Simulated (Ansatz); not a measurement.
**Calibrating HF/def2-TZVPP on molecular compounds of Ge**

The vertical ionisation energy (cation less neutral) in eV of 8 molecular compounds of Ge: x at HF/def2-TZVPP, y at CCSD(T)/def2-TZVPP. Shapes, held fixed at every level: PBE0-D4/def2-TZVP. Flexible molecules stand in one conformer, not always the lowest. Programs: Ansatz 0.2.0.

| molecule | x (eV) | y (eV) |
| --- | --- | --- |
| C3H8Cl3GeN (SMILES CC[N](C)[Ge]([Cl])([Cl])[Cl]) | 7.88 | 9.03 |
| C2H7ClGeS (SMILES C[S][GeH]([CH3])[Cl]) | 8.07 | 9.07 |
| Ge(SeH)4 | 8.32 | ? |
| GeH2(CH3)(SH) | 8.43 | 9.46 |
| GeH2(SH)2 | 8.70 | 9.60 |
| Ge(SiH3)4 | 8.90 | 9.66 |
| GeSi2NH7ClF (SMILES [F][GeH]([Cl])[N]([SiH3])[SiH3]) | 9.10 | 10.11 |
| GeH(CN)F2 | 12.06 | 13.63 |

**Question.** Fit y = c + s·x to the known rows and predict y for Ge(SeH)4.

**Answer.** 
1. Means of the 7 rows: x = 9.0200, y = 10.080.
2. Σ(Δx)² = 11.915, Σ(Δx·Δy) = 13.521, so the slope is 13.521/11.915 = 1.1348.
3. Intercept: 10.080 − (1.1348) × 9.0200 = -0.156. The largest residual of the fit is 0.28.
4. Ge(SeH)4: -0.156 + 1.1348 × 8.32 = 9.29 eV.

CCSD(T)/def2-TZVPP gives 9.17 eV, so the prediction is off by +0.12 eV, within the largest residual. Uncorrected, HF/def2-TZVPP misses it by -0.85 eV, and the other rows by 1.06 on average. The line removes about 90 % of this miss. GeH(CN)F2 lies far out in x and weighs most in the slope. Left out in turn, the other rows are missed by 0.32 eV on average. Cations run unrestricted. Relativity is left out for Ge, Se. Outer-core shells of Ge, Se are correlated, in sets that cover them unevenly.

Hartree–Fock places every ionisation energy too low, including that of Ge(SeH)4. The self-consistent cation includes orbital relaxation, but the neutral molecule has one more electron and hence more correlation energy, which the mean field leaves out. How much is lost depends on where the hole sits. The miss is smallest for Ge(SiH3)4, where the electron probably leaves diffuse Ge–Si σ bonds, and largest for GeH(CN)F2, where the hole probably lies largely on the compact, multiply bonded cyanide group. The sulfur and amine compounds fall between, with overlapping misses, so the type of donor atom alone doesn't order them.

The error therefore follows the character of the ionised orbital rather than the ionisation energy itself. A slope above one is no general property of these germanium compounds: without GeH(CN)F2 the remaining fitted rows would give a slope below one. The good result for Ge(SeH)4 supports a roughly constant upward shift for lone-pair and σ ionisations near this energy, but doesn't test the line in the wide gap below GeH(CN)F2.
